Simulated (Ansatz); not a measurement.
# Calibrating HF/def2-SVP on Al-containing molecules

The atomisation energy (no zero-point term) in kJ/mol of 7 Al-containing molecules: x at HF/def2-SVP, y at CCSD(T)/CBS estimate. Shapes, held fixed at every level: PBE0-D4/def2-TZVP. Flexible molecules stand in one conformer, not always the lowest. Programs: Ansatz 0.2.0.

```
                                                             molecule  x (kJ/mol)  y (kJ/mol)
                          Al2H6S2 (SMILES [AlH2-]1[SH+][AlH2-][SH+]1)        2078        2792
                                        CH7AlO (SMILES C[OH+][AlH3-])        2358        3151
                                   C2H10AlN (SMILES C[NH+](C)[AlH3-])        3521           ?
             C2H8Al2Cl2 (SMILES [CH3][AlH-]1[Cl+][AlH-]([CH3])[Cl+]1)        3723        4777
                                                    Al(CH3)2(OH)(OH2)        3801        5153
C4H10Al2Cl4 (SMILES C[CH2][Al-]1([Cl])[Cl+][Al-]([Cl])([CH2]C)[Cl+]1)        5813        7486
                 C7H17AlO2 (SMILES C[O][Al-]([CH3])([CH3])[O+]1CCCC1)        8038       10643
```

**Question.** Fit y = c + s·x to the known rows and predict y for C2H10AlN.

**Answer.** 
1. Means of the 6 rows: x = 4301.83, y = 5667.0.
2. Σ(Δx)² = 25552371, Σ(Δx·Δy) = 33396773, so the slope is 33396773/25552371 = 1.307.
3. Intercept: 5667.0 − (1.307) × 4301.83 = 44.5. The largest residual of the fit is 156.
4. C2H10AlN: 44.5 + 1.307 × 3521 = 4646 kJ/mol.

CCSD(T)/CBS estimate gives 4687 kJ/mol, so the prediction is off by -41 kJ/mol, within the largest residual. Uncorrected, HF/def2-SVP misses it by -1166 kJ/mol, and the other rows by 1365 on average. The line removes about 100 % of this miss. Left out in turn, the other rows are missed by 159 kJ/mol on average. The CBS estimate extrapolates MP2 from def2-TZVPP and def2-QZVPP and adds CCSD(T) − MP2 in the triple-zeta set, cores frozen.

Hartree–Fock underbinds every molecule here, and the shortfall broadly grows with the atomisation energy. Forming bonds from open-shell atoms creates new electron pairs, whose correlation energy the mean field omits. The small basis probably adds to the deficit by describing polarisation in the bonded region poorly. Because both errors accumulate roughly bond by bond, a slope of 1.307 absorbs most of them.

What remains appears to depend on composition: the two chlorides lie below the line, while the three oxygen compounds and the sulfide lie above it. This suggests that the mean field recovers a larger share of the binding in the chlorides, possibly because of their polar Al–Cl bonds, whereas O–H, C–O and C–H bonds carry a different correlation contribution per unit of binding. The amine adduct, rich in C–H bonds and free of chlorine, also falls slightly above the line.

The good prediction for this adduct does not validate its Al–N dative bond energy, since the total is dominated by ordinary covalent bonds and the largest residual is comparable to a typical donor–acceptor bond strength.
